# Self-consistent screening: first-order change of the mean polarisability

## 1. Premises and conventions

1. Units. Polarisabilities are volumes, $\alpha=\alpha_{\rm SI}/4\pi\varepsilon_0$, in Å$^3$. Formulas are in Gaussian form, so two unit charges interact as $1/R$. For energies, $e^2/4\pi\varepsilon_0=14.40$ eV Å.
2. Each atom $a$ at $\mathbf R_a$ carries one induced dipole $\boldsymbol\mu_a$ and has a bare, isotropic, static polarisability $\alpha_a>0$. No charge flows between atoms. There are no permanent moments and no induced quadrupoles.
3. Response is linear. The applied field $\mathbf E$ is uniform.
4. The dipoles interact only by Coulomb's law, either as points or as Gaussian-smeared dipoles.
5. The normalised Gaussian is $g_\sigma(r)=e^{-r^2/\sigma^2}/(\pi^{3/2}\sigma^3)$. Here $\sigma$ is $\sqrt2$ times the standard deviation along one axis.
6. Sign of the coupling tensor: $\mathbf T=\nabla\nabla v(R)$, with $v$ the interaction of two unit charge clouds. The field at $a$ due to $b$ is then $+\mathbf T_{ab}\boldsymbol\mu_b$. Texts that define $\mathbf T$ with the opposite sign write $A^{-1}+T$ where these notes have $A^{-1}-T$.

## 2. The screening equation

The energy as a function of the dipoles is the cost of polarising, the mutual interaction and the coupling to the field:

$$W=\sum_a\frac{\mu_a^2}{2\alpha_a}-\frac12\sum_{a\ne b}\boldsymbol\mu_a\cdot\mathbf T_{ab}\boldsymbol\mu_b-\sum_a\boldsymbol\mu_a\cdot\mathbf E .\tag{1}$$

Section 4 derives the middle term and shows $\mathbf T_{ab}=\mathbf T_{ba}=\mathbf T_{ab}^{\rm T}$. Setting $\partial W/\partial\boldsymbol\mu_a=0$ gives

$$\boldsymbol\mu_a=\alpha_a\Big(\mathbf E+\sum_{b\ne a}\mathbf T_{ab}\boldsymbol\mu_b\Big).\tag{2}$$

Collect the dipoles in a $3N$-vector. Let $A$ be block diagonal with blocks $\alpha_a\mathbf 1$, and let $T$ have blocks $\mathbf T_{ab}$ with $\mathbf T_{aa}=0$. Then (2) reads $\sum_b(A^{-1}-T)_{ab}\boldsymbol\mu_b=\mathbf E$ for every $a$. With $B=(A^{-1}-T)^{-1}$, and the same field at all sites,

$$\boldsymbol\mu_a=\boldsymbol\alpha_a^{\rm scs}\mathbf E,\qquad \boldsymbol\alpha_a^{\rm scs}=\sum_b B_{ab}.\tag{3}$$

This is the self-consistent screening (SCS) step used in the many-body dispersion method of Tkatchenko, DiStasio, Car and Scheffler (2012). The stationary point is a minimum only if $A^{-1}-T$, the Hessian of $W$, is positive definite. Otherwise (3) has no physical meaning, even where the inverse exists.

**Mean polarisability.** $\bar\alpha_a=\frac13{\rm tr}\,\boldsymbol\alpha_a^{\rm scs}$. It equals the average of $\mathbf n\cdot\boldsymbol\alpha_a^{\rm scs}\mathbf n$ over field directions $\mathbf n$, because $\langle n_in_j\rangle=\delta_{ij}/3$.

**Expansion in the coupling.** Multiply $(A^{-1}-T)B=1$ from the left by $A$: $B=A+ATB$. Iteration gives $B=A+ATA+ATATA+\dots$, convergent when the spectral radius of $AT$ is below 1. Summing blocks over $b$ and taking the trace,

$$\bar\alpha_a=\alpha_a+\frac{\alpha_a}{3}\sum_{b\neq a}\alpha_b\,{\rm tr}\,\mathbf T_{ab}+\frac{\alpha_a}{3}\sum_{b\ne a}\sum_{c\ne b}\alpha_b\alpha_c\,{\rm tr}(\mathbf T_{ab}\mathbf T_{bc})+\dots\tag{4}$$

The bare polarisabilities are scalars and leave the trace. The first-order term is therefore fixed by ${\rm tr}\,\mathbf T_{ab}=\nabla^2v$ alone. By Poisson's equation this is $-4\pi$ times a charge density. A first-order change of the mean measures overlap of the clouds.

**Exact solution for a homonuclear pair.** Put the axis along $\mathbf n$. For a central $v(R)$,

$$\partial_i\partial_jv=v''\,n_in_j+\frac{v'}{R}(\delta_{ij}-n_in_j),\tag{5}$$

from $\partial_iR=n_i$ and $\partial_jn_i=(\delta_{ij}-n_in_j)/R$. So $\mathbf T$ is diagonal, with $T_\parallel=v''$ once and $T_\perp=v'/R$ twice. The $6\times6$ problem splits into three $2\times2$ blocks. With $t=\alpha T$ for one direction, the block of $\alpha(A^{-1}-T)$ has diagonal elements 1 and off-diagonal elements $-t$. Its eigenvalues are $1-t$ for the vector $(1,1)$ and $1+t$ for $(1,-1)$. A uniform field is proportional to $(1,1)$, so per atom

$$\alpha_\parallel=\frac{\alpha}{1-t_\parallel},\qquad\alpha_\perp=\frac{\alpha}{1-t_\perp},\qquad \frac{\bar\alpha}{\alpha}=\sum_{m=0}^\infty\frac{t_\parallel^m+2t_\perp^m}{3}.\tag{6}$$

Stability needs both eigenvalues positive, $|t_\parallel|<1$ and $|t_\perp|<1$. For the pair this coincides with convergence of the series.

## 3. Point dipoles

Take $v=1/R$. Then $T_\parallel=2/R^3$, $T_\perp=-1/R^3$, and the trace vanishes for $R>0$. With $x=\alpha/R^3$, $t_\parallel=2x$ and $t_\perp=-x$:

$$\frac{\bar\alpha}{\alpha}=\frac13\left[\frac1{1-2x}+\frac2{1+x}\right]=\frac{1-x}{(1-2x)(1+x)}=1+2x^2+2x^3+\dots\tag{7}$$

The orders follow from (6): $(2-2)/3=0$, $(4+2)/3=2$, $(8-2)/3=2$. At first order the gain along the axis, $+2x$, cancels the two transverse losses, $-x$ each. The mean rises first at second order,

$$\bar\alpha=\alpha\left(1+\frac{2\alpha^2}{R^6}+\dots\right).\tag{8}$$

Stability requires $2x<1$, that is $R>(2\alpha)^{1/3}$. At that distance $\alpha_\parallel$ diverges: the polarisation catastrophe.

## 4. The Gaussian tensor

**Smeared dipole.** Displace a cloud $g_{\sigma_a}$ infinitesimally against an opposite one. The charge density is

$$\rho_a(\mathbf r)=-\boldsymbol\mu_a\cdot\nabla g_{\sigma_a}(\mathbf r-\mathbf R_a)=(\boldsymbol\mu_a\cdot\nabla_{\mathbf R_a})\,g_{\sigma_a}(\mathbf r-\mathbf R_a).$$

Integration by parts gives zero net charge and dipole moment $\boldsymbol\mu_a$. In the potential $-\mathbf E\cdot\mathbf r$ its energy is exactly $-\boldsymbol\mu_a\cdot\mathbf E$, so the last term of (1) is unchanged by smearing.

**Interaction.** Let $v(R)=\iint g_{\sigma_a}(\mathbf r-\mathbf R_a)\,g_{\sigma_b}(\mathbf r'-\mathbf R_b)/|\mathbf r-\mathbf r'|$, with $\mathbf R=\mathbf R_a-\mathbf R_b$. The derivatives come out of the integral, and $\nabla_{\mathbf R_a}=\nabla$, $\nabla_{\mathbf R_b}=-\nabla$:

$$U_{ab}=(\boldsymbol\mu_a\cdot\nabla_{\mathbf R_a})(\boldsymbol\mu_b\cdot\nabla_{\mathbf R_b})v=-\boldsymbol\mu_a\cdot(\nabla\nabla v)\,\boldsymbol\mu_b .$$

This is the middle term of (1). By (5), $\nabla\nabla v$ is symmetric and even in $\mathbf n$.

**One effective width.** $v$ is the convolution of $g_{\sigma_a}$, $g_{\sigma_b}$ and $1/r$. The Fourier transform of $g_\sigma$ is $e^{-k^2\sigma^2/4}$, and a convolution multiplies transforms. The two Gaussians combine to $g_s$ with

$$s^2=\sigma_a^2+\sigma_b^2 ,$$

and $v$ is the potential of the unit cloud $g_s$.

**The potential.** Let $u=R/s$. The charge of $g_s$ inside radius $R$ is, after one integration by parts,

$$P(u)=\frac4{\sqrt\pi}\int_0^u y^2e^{-y^2}dy={\rm erf}\,u-\frac{2u}{\sqrt\pi}e^{-u^2}.$$

Gauss's law gives $v'=-P/R^2$. Direct differentiation shows that ${\rm erf}(R/s)/R$ has this derivative, and it vanishes at infinity. Hence $v={\rm erf}(R/s)/R$.

**Components.** $T_\perp=v'/R=-P/R^3$. Also $T_\parallel=v''=2P/R^3-P'(u)/(sR^2)$, with $P'(u)=4u^2e^{-u^2}/\sqrt\pi$ and $u^2/R^2=1/s^2$:

$$T_\parallel=\frac{2P}{R^3}-\frac{4e^{-u^2}}{\sqrt\pi s^3},\qquad T_\perp=-\frac{P}{R^3}.\tag{9}$$

**Trace.** The terms in $P$ cancel:

$${\rm tr}\,\mathbf T=T_\parallel+2T_\perp=-\frac{4\,e^{-R^2/s^2}}{\sqrt\pi\,s^3}=-4\pi g_s(R),\tag{10}$$

which is Poisson's equation for the cloud $g_s$.

**Isotropic and traceless parts.** Subtract one third of the trace from each component of (9):

$$\mathbf T=\frac{Q(u)}{R^3}\,(3\mathbf{nn}-\mathbf 1)-\frac{4\pi}{3}g_s(R)\,\mathbf 1,\qquad Q=P-\frac{4u^3}{3\sqrt\pi}e^{-u^2}.\tag{11}$$

Differentiation gives $Q'=8u^4e^{-u^2}/(3\sqrt\pi)>0$ with $Q(0)=0$ and $Q(\infty)=1$, so $0<Q<1$. Smearing does two things. It damps the point tensor by $Q$, and it adds a negative isotropic term. For $s\to0$, $Q\to1$ and $g_s\to\delta(\mathbf R)$: the isotropic term is the contact term $-\frac{4\pi}3\delta(\mathbf R)\mathbf 1$ of the point dipole, spread over a range $s$. It is the depolarising field inside a polarised cloud, directed against the dipole.

## 5. Result

Insert (10) into (4):

$$\delta^{(1)}\bar\alpha_a=-\frac{4\alpha_a}{3\sqrt\pi}\sum_{b\ne a}\frac{\alpha_b}{s_{ab}^3}\,e^{-R_{ab}^2/s_{ab}^2}.\tag{12}$$

Every neighbour lowers the mean, whatever its direction. For the homonuclear pair, per atom,

$$\boxed{\;\delta^{(1)}\bar\alpha=-\frac{4\alpha^2}{3\sqrt\pi\,s^3}\,e^{-R^2/s^2}\;}\tag{13}$$

with $s=\sqrt2\sigma$. The change for the molecule is twice this.

Continuum limit of (12): for $n$ equal atoms per volume and $s$ large against their spacing, the sum becomes $n\int d^3R$. Since $\int g_s\,d^3R=1$, $\delta^{(1)}\bar\alpha=-\frac{4\pi}3n\alpha^2$. This is the depolarising field $-\frac{4\pi}{3}n\boldsymbol\mu$ of a uniformly polarised sphere.

**Higher orders of the pair.** Define

$$\lambda=\frac{4\alpha}{3\sqrt\pi s^3},\qquad\eta=\lambda e^{-u^2},\qquad d=xQ=\lambda D(u),\qquad D=\frac{3\sqrt\pi\,Q}{4u^3}.$$

The last form uses $x=\alpha/(u^3s^3)=3\sqrt\pi\lambda/(4u^3)$. From (11), $t_\parallel=-\eta+2d$ and $t_\perp=-\eta-d$. Expanding the powers in (6), the terms linear in $d$ cancel at each order:

$$\frac{\bar\alpha}{\alpha}=1-\eta+(\eta^2+2d^2)-(\eta^3+6\eta d^2-2d^3)+\dots\tag{14}$$

For $\eta\to0$, $Q\to1$ this is (7). The closed form follows from $1-t_\parallel=(1+\eta)(1-2\delta)$ and $1-t_\perp=(1+\eta)(1+\delta)$, with $\delta=d/(1+\eta)$:

$$\frac{\bar\alpha}{\alpha}=\frac1{1+\eta}\cdot\frac{1-\delta}{(1-2\delta)(1+\delta)}.\tag{15}$$

The pair is a point-dipole pair with polarisability $\alpha/(1+\eta)$ and coupling $\delta$ in place of $x$.

**Bounds.** $(1-2\delta)(1+\delta)=1-\delta-2\delta^2$. In the stable range it is positive and does not exceed $1-\delta$, so the second factor of (15) is at least 1. Also $(1+\eta)(1-\eta)\le1$. Therefore

$$\alpha(1-\eta)\le\frac{\alpha}{1+\eta}\le\bar\alpha .\tag{16}$$

The first-order result is a lower bound on $\bar\alpha$: it always overstates the lowering. From $1/(1-t)=1+t+t^2/(1-t)$ the exact remainder is

$$\frac{\bar\alpha}{\alpha}-(1-\eta)=\frac13\left[\frac{t_\parallel^2}{1-t_\parallel}+\frac{2t_\perp^2}{1-t_\perp}\right]\ge0.\tag{17}$$

## 6. Choice of width and stability

For $R\to0$, $P\to4u^3/(3\sqrt\pi)$, and (9) gives $\mathbf T\to-\frac{4}{3\sqrt\pi s^3}\mathbf 1$. The Coulomb self-energy of one smeared dipole is $-\frac12\boldsymbol\mu\cdot\mathbf T(0)\boldsymbol\mu$ with $s=\sqrt2\sigma$. The usual SCS prescription identifies it with the polarisation cost $\mu^2/2\alpha$. This is a model assumption and cannot be derived from premises 1 to 6. It gives

$$\frac1\alpha=\frac{4}{3\sqrt\pi\,(\sqrt2\sigma)^3}\quad\Longleftrightarrow\quad\sigma=\left(\sqrt{\frac2\pi}\,\frac{\alpha}{3}\right)^{1/3},\tag{18}$$

that is $\lambda=1$ for a homonuclear pair. Then (13) becomes

$$\delta^{(1)}\bar\alpha/\alpha=-e^{-R^2/s^2}.\tag{19}$$

**No catastrophe.** The transform of $1/r$ is $4\pi/k^2$, so

$$-\mathbf T_{ab}=\int\!\frac{d^3k}{(2\pi)^3}\,\frac{4\pi}{k^2}\,\mathbf{kk}\,e^{-k^2(\sigma_a^2+\sigma_b^2)/4}\,e^{i\mathbf k\cdot(\mathbf R_a-\mathbf R_b)}.$$

With (18), the same integral at $a=b$ equals $\alpha_a^{-1}\mathbf 1$. Hence

$$\mu^{\rm T}(A^{-1}-T)\mu=\int\!\frac{d^3k}{(2\pi)^3}\frac{4\pi}{k^2}\Big|\sum_a\mathbf k\cdot\boldsymbol\mu_a\,e^{-k^2\sigma_a^2/4}e^{i\mathbf k\cdot\mathbf R_a}\Big|^2\ge 0 .\tag{20}$$

This is twice the electrostatic energy of the total induced charge. For two equal atoms at $R>0$ it vanishes only if $\mathbf k\cdot\boldsymbol\mu_1+\mathbf k\cdot\boldsymbol\mu_2\,e^{-i\mathbf k\cdot\mathbf R}=0$ for all $\mathbf k$, which forces both dipoles to zero. So $|t_\parallel|,|t_\perp|<1$ at every $R>0$, and the series (14) converges. At fixed $s$, a smaller $\alpha$ ($\lambda<1$) adds a positive diagonal term and the conclusion stands. At $R\to0$ both $t$ tend to $-\lambda$. For $\lambda=1$ the exact value is $\alpha/2$ per atom, while (19) gives zero.

## 7. Range of validity

**Truncation.** The ratio of the second-order to the first-order term in (14) is

$$\frac{\eta^2+2d^2}{\eta}=\lambda\,r(u),\qquad r(u)=e^{-u^2}+2D(u)^2e^{u^2}.\tag{21}$$

- Small $u$: $Q\approx8u^5/(15\sqrt\pi)$, $D\approx2u^2/5$, $r\to1$.
- Large $u$: $D\to3\sqrt\pi/(4u^3)$ and $r$ grows without bound. The first-order term dies as a Gaussian, the second-order term as $R^{-6}$. The net change turns positive and approaches (8).
- Between them $r$ has a minimum, $r=0.59$ at $u=1.00$.

So (13) is quantitative only for $\lambda r(u)\ll1$. With the width (18), $\lambda=1$, and the second-order term is at least 59 % of the first-order term at every distance. There (13) gives the sign and the order of magnitude for $u$ near or below 1, and no more. A ratio of 0.1 at the best $u$ needs $\lambda\le0.17$, a width 1.8 times that of (18), or a factor of that size multiplying $\mathbf T$. For $\lambda=1$ the exact change (15) passes through zero at $u=1.55$. Beyond it (13) has the wrong sign.

**Isotropy.** With anisotropic bare tensors the first-order term is $\frac13{\rm tr}(\boldsymbol\alpha_a\mathbf T_{ab}\boldsymbol\alpha_b)$. The traceless part of $\mathbf T$ then contributes, and even point dipoles shift the mean at first order.

**More atoms.** (12) is pairwise additive. Three-body terms enter at second order in (4). Equation (20) still excludes a negative mode for the width (18), but convergence of the series must be checked from the spectral radius of $AT$.

**The model.** The first-order term lives only where the clouds overlap. There real atoms also exchange and share electrons, and these effects are absent from (1). The factor $e^{-R^2/s^2}$ reflects the chosen shape. Another smearing function changes it, through (10), to $-4\pi$ times its own convolved density.

## 8. Illustration: Li$_2$

Inputs, both approximate: free-atom polarisability of Li, $\alpha=24.3$ Å$^3$, and bond length $R=2.67$ Å. The width is (18). Intermediate values are carried unrounded.

**Point dipoles.** $R^3=19.03$ Å$^3$, $x=1.277$. The critical distance $(2\alpha)^{1/3}=3.65$ Å exceeds $R$. The lowest eigenvalue of $\alpha(A^{-1}-T)$ is $1-2x=-1.55$, so no energy minimum exists. The term $2x^2=3.26$ of (8) belongs to a divergent series and is meaningless here.

**Gaussian tensor.** $\sigma=1.863$ Å, $s=2.634$ Å, $s^3=18.28$ Å$^3$, $u=1.014$, $u^2=1.027$. The overlap is strong: $R\approx s$. Then ${\rm erf}\,u=0.848$, $2ue^{-u^2}/\sqrt\pi=0.409$, $P=0.439$, $Q=0.158$. From (9) and (10), in Å$^{-3}$: $T_\parallel=0.0019$, $T_\perp=-0.0231$, ${\rm tr}\,\mathbf T=-0.0442$. In reduced form $\eta=0.358$, $d=0.202$, $t_\parallel=0.047$, $t_\perp=-0.560$. The small $t_\parallel$ is a near cancellation of $2d$ against $\eta$. The lowest eigenvalue of $\alpha(A^{-1}-T)$ is $1-|t_\perp|=0.440$: stable.

**First order.** $\delta^{(1)}\bar\alpha=-\alpha\eta=-8.70$ Å$^3$ per atom, a lowering by 36 %.

| order $m$ | term of (6) | partial sum | $\bar\alpha$ per atom (Å$^3$) |
|---|---|---|---|
| 1 | $-0.358$ | 0.642 | 15.6 |
| 2 | $0.210$ | 0.852 | 20.7 |
| 3 | $-0.117$ | 0.735 | 17.9 |
| 4 | $0.066$ | 0.801 | 19.5 |
| all orders | | 0.777 | 18.9 |

The second-order term splits into $\eta^2=0.128$ and $2d^2=0.082$. The series alternates and converges slowly, with term ratio tending to $t_\perp$.

**All orders.** $\alpha_\parallel/\alpha=1.049$ and $\alpha_\perp/\alpha=0.641$. The exact change of the mean is $-5.42$ Å$^3$ per atom, a lowering by 22 %. The remainder (17) is 0.135, which is 38 % of the first-order term. First order overstates the lowering by a factor 1.6, although $u$ lies almost at the minimum of $r(u)$. In (15), $1/(1+\eta)=0.736$, $\delta=0.149$, and the second factor is 1.055. Keeping only $1+2\delta^2$ of that factor gives 0.769, closer to 0.777 than any partial sum in the table. The ordering $0.642<0.736<0.777$ is (16). The lowering would vanish on stretching to $R=4.09$ Å.

**Sensitivity.** Since $u^2\propto R^2\alpha^{-2/3}$, $\partial\ln\eta/\partial\ln R=-2u^2=-2.05$ and $\partial\ln\eta/\partial\ln\alpha=\frac23u^2=0.68$. With three-figure inputs, the third figure of each result is uncertain.

**Molecule.** Twice the atomic values: 51.0 Å$^3$ along the bond, 31.1 Å$^3$ across it, mean 37.8 Å$^3$, against $2\alpha=48.6$ Å$^3$ for uncoupled atoms. A polarisability volume $\alpha$ in a field of $E$ V/Å has energy $-\alpha E^2/(2\times14.40)$ eV. At 0.01 V/Å the mean gives $-0.131$ meV. The anisotropy 19.8 Å$^3$ gives an alignment energy of 0.069 meV, equivalent to 0.80 K. Well above that temperature the orientations stay nearly random, and the mean governs the response of the gas.

**Relation to the real molecule.** Real Li$_2$ is less polarisable than two free atoms, so the sign is right. The all-order model value lies above the real mean polarisability by tens of per cent. The two valence electrons pair in a bonding orbital and are held more tightly than in the free atoms, and fixed free-atom polarisabilities coupled by Coulomb's law do not describe this. The first-order number is an unconverged truncation of the model and carries no separate claim about the molecule.